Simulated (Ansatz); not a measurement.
# Ta$_{2}$N: a film clamped to a substrate

All numbers below come from Ansatz 0.2.0, DFT PBEsol, scalar-relativistic, plane waves, PAW. Cutoff 420 eV, Γ-centred 12×12×8 k-points, Gaussian smearing of 0.15 eV. Spin–orbit coupling is left out, which can shift energies with elements as heavy as these. No spin polarisation. Energies are free energies at this smearing, counted from the undisturbed cell; pressure is positive in compression.

The undisturbed cell (relaxed at this level; it needn't be the usual structure):

```
CELL_PARAMETERS angstrom
5.26410 0.00000 0.00000
-2.63205 4.55884 0.00000
0.00000 0.00000 4.91260
ATOMIC_POSITIONS crystal
Ta 0.66680 0.66680 0.75279
Ta 0.00000 0.33320 0.75279
Ta 0.33320 0.00000 0.75279
Ta 0.33320 0.33320 0.24721
Ta 0.00000 0.66680 0.24721
Ta 0.66680 0.00000 0.24721
N 0.66667 0.33333 0.50000
N 0.33333 0.66667 0.50000
N 0.00000 0.00000 0.00000
```

The cell (9 atoms, V0 = 117.89 Å³) is strained by p along both x and y and by q along z, fractional coordinates fixed. τp = (1/V0) ∂E/∂p = (σxx + σyy)(1 + p)(1 + q) and τq = (1/V0) ∂E/∂q = σzz(1 + p)², with tension positive.

```
     p q  ΔE (meV/atom)  τp (GPa)  τq (GPa)
 0.000   0.000           0.00      0.08      0.02
-0.030   0.000          54.59    -46.27    -14.31
 0.030   0.000          47.44     37.20     11.61
 0.000  -0.030          19.62    -13.45    -16.55
 0.000   0.030          17.23     12.37     13.56
```

**Question.** Get the second derivatives of the energy density.

**Answer.** Central differences give A = ∂τp/∂p = 1391 GPa (C11 + C22 + 2 C12), C = ∂τq/∂q = 502 GPa (C33) and the cross term B = ∂τq/∂p = 432 GPa (C13 + C23); ∂τp/∂q = 430 GPa must equal B, and any difference shows higher-order terms. Steps this large leave an error of some per cent of A or C in all of these, which can swamp a small B. The ions are clamped.

**Question.** A film of this crystal grows with z along the normal on a substrate that imposes p. How does its thickness respond, and what does the misfit cost?

**Answer.** Count p and q from the stress-free cell. A free surface needs τq = 0, so q = −(B/C) p = -0.86 p. The energy density left is (A − B²/C) p²/2 = M p², with the biaxial modulus M = 510 GPa; a misfit of 1 % costs 4.17 meV/atom, against 5.69 meV/atom if the thickness were held.

Forces appear on the atoms along this scan, and letting them relax would lower the energy and soften the response. In a metal these slopes depend on the k mesh and the smearing.

Cost: 17 runs of about 10 core-minutes in all, on AMD EPYC 7R32 (Zen 2) (shared hosts).

The film gives up part of its misfit energy by changing thickness, but it is far from conserving volume: that would need q close to −2p, whereas the free surface gives -0.86 p. An in-plane stretch therefore dilates the crystal, and most of the cost remains, 4.17 against 5.69 meV/atom. The coupling between plane and normal is natural for nitrogen in octahedral sites between tantalum layers. The Ta–N bonds, with mixed Ta d and N p character, are inclined to z, so stretching the plane lengthens them and thinning the film partly restores their length. That A far exceeds C is no sign of stiffer bonding in the plane, since A counts two strained axes and their mutual coupling.

Along both directions compression costs more than equal extension, as expected when short-range repulsion steepens faster than bonding weakens. A single quadratic modulus thus probably understates the cost of large compressive misfits and overstates that of tensile ones. Whether a film stays coherent also depends on interface and dislocation energies, which these strains don't probe.
